**Q.** I want the atomization energy of CF₃CN from a density functional, and I have six basis sets to choose from. The smallest one, STO-3G, lands within 9 kJ/mol of the largest. May I simply use it?

Atomization energy of CF₃CN (neutral, singlet) in six basis sets, computed with Ansatz 0.2.0 at the wB97M-V level without relativistic terms, at the fixed MP2(full)/6-31G* geometry. Energies are given less the cc-pVQZ value, and the basis functions are counted for the whole molecule.

```csv
basis,functions,atomization energy less its quadruple-zeta value (kJ/mol)
STO-3G,30,-9.00
6-31G,54,-257.50
cc-pVDZ,84,-10.30
6-31Gstar,90,43.80
cc-pVTZ,180,4.90
cc-pVQZ,330,0.00
```

**A.** Look at the next row first. The energies are counted from the cc-pVQZ value, so a negative number means that the molecule is bound too weakly in that basis. The 6-31G set has nearly twice as many functions as STO-3G, yet it misses by 257.5 kJ/mol, about a tenth of the whole atomization energy. If STO-3G were close because it is nearly converged, a richer set should not do so much worse.

**Q.** Perhaps 6-31G is just a poor set, and STO-3G a good one?

**A.** The total energy of the molecule says the opposite. In STO-3G it lies 16011 kJ/mol above its cc-pVQZ value, in 6-31G only 861 kJ/mol. The highest occupied level agrees. In STO-3G it lies 3.7 eV higher than in cc-pVQZ, and it is a single level where every larger set has a degenerate pair. In 6-31G it is within about 0.2 eV. STO-3G describes the molecule far worse, so its small error in the atomization energy must come from a cancellation.

**Q.** A cancellation between what and what?

**A.** Between the molecule and its free atoms. The atomization energy is $D = E_\text{atoms} - E_\text{mol}$. Call $s$ the shortfall, the energy in a given basis less that in cc-pVQZ. Then the error is

$$\Delta D = s_\text{atoms} - s_\text{mol}.$$

The molecular energies give $s_\text{mol}$, and the table's $\Delta D$ then fixes $s_\text{atoms}$. For STO-3G this reads $16002 - 16011 = -9$ kJ/mol. Theory tells us where most of such a shortfall sits: in the cores and the inner parts of the valence shells, which a minimal set describes about equally badly in an atom and in a molecule.

**Q.** Then maybe a fixed share of the molecule's shortfall always survives the subtraction. A better total energy would still mean a better atomization energy.

**A.** That would be convenient, but a fixed share requires errors of one sign. The error is negative for 6-31G and cc-pVDZ, positive for 6-31G* (printed as 6-31Gstar) and cc-pVTZ. A least-squares line through the origin for these four rows misses by typically 94 kJ/mol. I left STO-3G out of the fit because its huge shortfall would dominate it; the line would give that set an error of about -2600 kJ/mol.

**Q.** So what decides how much survives?

**A.** Whether the basis lacks something that the molecule needs and the atoms do not. The 6-31G set has only s and p functions on these atoms. In a molecule, a p orbital should lean towards its neighbours, or away from them, and mixing in some d character lets it do so. This matters for the polar C–F bonds, the fluorine lone pairs and the π bonds of the nitrile group. A free atom has no neighbours to lean towards, so it gains little from d functions.

**Q.** Can you turn that into a number?

**A.** Yes, with the step from 6-31G to 6-31G*, which adds d functions to every atom. Suppose that the free atoms gain nothing at all. The atomization energy must then rise by the molecule's whole gain, $861.1 - 538.6 = 322.5$ kJ/mol. The table gives $43.8 + 257.5 = 301.3$ kJ/mol, so the estimate is 7% too large, with no fitted constant.

The difference, about 21 kJ/mol, is what the six atoms gain together. The molecule therefore profits some fifteen times more than its atoms. Such a lopsided gain is what polarisation should produce. The step isn't purely one of shape, though: this d set also brings one s-like function per atom, and an atom in the molecule can use its neighbours' new functions to mend its own set. The energies alone don't separate these effects.

**Q.** Could the molecule have changed its electronic state between the two sets instead?

**A.** I see no sign of it. Every row ended with the same occupation and no spin contamination, and the stability check reports a minimum. The notes supplied with the data do warn of an unstable spin-paired solution, but that warning comes from the data makers' tests on other systems, and none of these six runs carries it. All this covers the molecule only. Unrestricted calculations can fall towards a higher spin, and I can't rule that out for the free atoms, whose separate outputs I haven't seen. The geometry, taken from MP2 and not relaxed for this functional, is also the same throughout. What changes from row to row is the basis.

**Q.** But STO-3G has no d functions either. Why isn't it as bad as 6-31G?

**A.** That is where the simple rule fails: taken alone, it would make STO-3G bind much too weakly as well. The numbers show that something offsets the penalty. On going from STO-3G to 6-31G, the atoms gain 248.5 kJ/mol more than the molecule does, so in STO-3G the atoms carry a handicap of their own. My guess at the reason is that STO-3G has one valence function of each kind, with a size chosen to suit atoms in molecules, and a free atom cannot readjust it. These runs don't test that guess, and for fluorine the chosen size is close to that of the free atom, so it may not be the whole story.

**Q.** And why does 6-31G* end up binding too strongly?

**A.** Because its atoms are now worse off than its molecule: their shortfalls are 582 and 539 kJ/mol. In cc-pVDZ, a set of almost the same size, the two are 444 and 455 kJ/mol and nearly cancel. One possible cause of the overbinding is that each atom in the molecule borrows its neighbours' functions, which a free atom cannot do. Borrowing is open to cc-pVDZ too, however, so it does not by itself explain why the two sets differ.

**Q.** Could I at least extrapolate the three cc sets to a complete basis?

**A.** Not the atomization energy, at least not with a simple smooth law. It rises by 15.2 kJ/mol from cc-pVDZ to cc-pVTZ and then falls by 4.9 kJ/mol, although the molecule's own energy goes down at both steps. A small difference of two large shortfalls need not inherit their smooth approach.

A coupled-cluster series on the same molecule would usually behave differently. There the basis must also describe how electrons avoid each other at close range, and bonding creates more close pairs than the free atoms have. Small sets then tend to bind too weakly, and the error shrinks slowly from one side, which is what makes extrapolation useful.

**Q.** How should I choose a basis, then?

**A.** Don't judge it by the atomization energy alone, because a small error there can hide a very poor molecule. Check the total energy as well, and insist on polarisation functions whenever bonds are broken into free atoms. Of the smaller sets here, cc-pVTZ passes both tests best: its atomization energy is within 5 kJ/mol of the cc-pVQZ value, and its molecular shortfall is the lowest. Even so, that shortfall is still 95 kJ/mol, so treat cc-pVQZ as a reference and not as the basis limit. And none of these numbers says how far the functional itself is from experiment.
